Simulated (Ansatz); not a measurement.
TiRh: energy above lowest point as volume scale varies

All results are calculated (Ansatz 0.2.0). Free energy against uniform scaling of the volume at fixed shape and fractions; periodic cell, basis, potentials, k mesh and filling as listed.

The cell before it is scaled or strained (space group Pm-3m, No. 221):
```
TiRh
1.0
      3.1152     0.0000     0.0000
      0.0000     3.1152     0.0000
      0.0000     0.0000     3.1152
Ti Rh
1 1
Direct
  0.50000 0.50000 0.50000
  0.00000 0.00000 0.00000
```

Settings of every row: functional PBEsol; dispersion none; potentials all-electron LAPW; k mesh 9x9x9; k shift 0x0x0; occupations fermi dirac; smearing width 0.15 eV; spin none; basis error target 0.002 eV/atom.

Limits: coarse k mesh, up to 40 meV an atom off; the cell comes from a prototype or a list of computed structures and needn't be the stable phase.

```csv
row,volume scale,V (Å³/atom),energy above lowest point (meV/atom)
1,0.94,14.209,3.3
2,0.97,14.662,0
3,1,15.116,?
4,1.03,15.569,42.4
5,1.06,16.023,83.1
```

Question: what energy above lowest point should row 3 give?

Worked fit of energy above lowest point. Take u = (V_r/V)^(2/3) − 1 with V_r = 15.116 Å³ an atom, which is twice the finite (Eulerian) strain; such expansions in the strain, on which the Birch-Murnaghan equation of state is built, carry the rest volume and the bulk modulus. The shown rows have u = 0.04211, 0.02054, -0.01949, -0.0381. Least squares give energy above lowest point = 13.95 − 1074.3 × u + 19480 × u² meV/atom; a straight line predicts inner rows, each left out in turn, worse (root mean square 18 against 0.27 meV/atom). The rows lie off it by 0.0, -0.1, 0.1, -0.1. Its lowest point lies at u = 0.0276, or V = 14.51 Å³ an atom, and the curvature there gives the bulk modulus at fixed shape and fractions, B = (4/9)(1 + u)² E″(u)/V = 202 GPa. The withheld row has u = 0, so the fit gives 13.95 − 1074.3 × (0) + 19480 × (0)² = 13.9 meV/atom.

The calculation gave 14 meV/atom. The fit lies 0.1 meV/atom (0.12 % of the column's range) below it, one unit of the last digit.
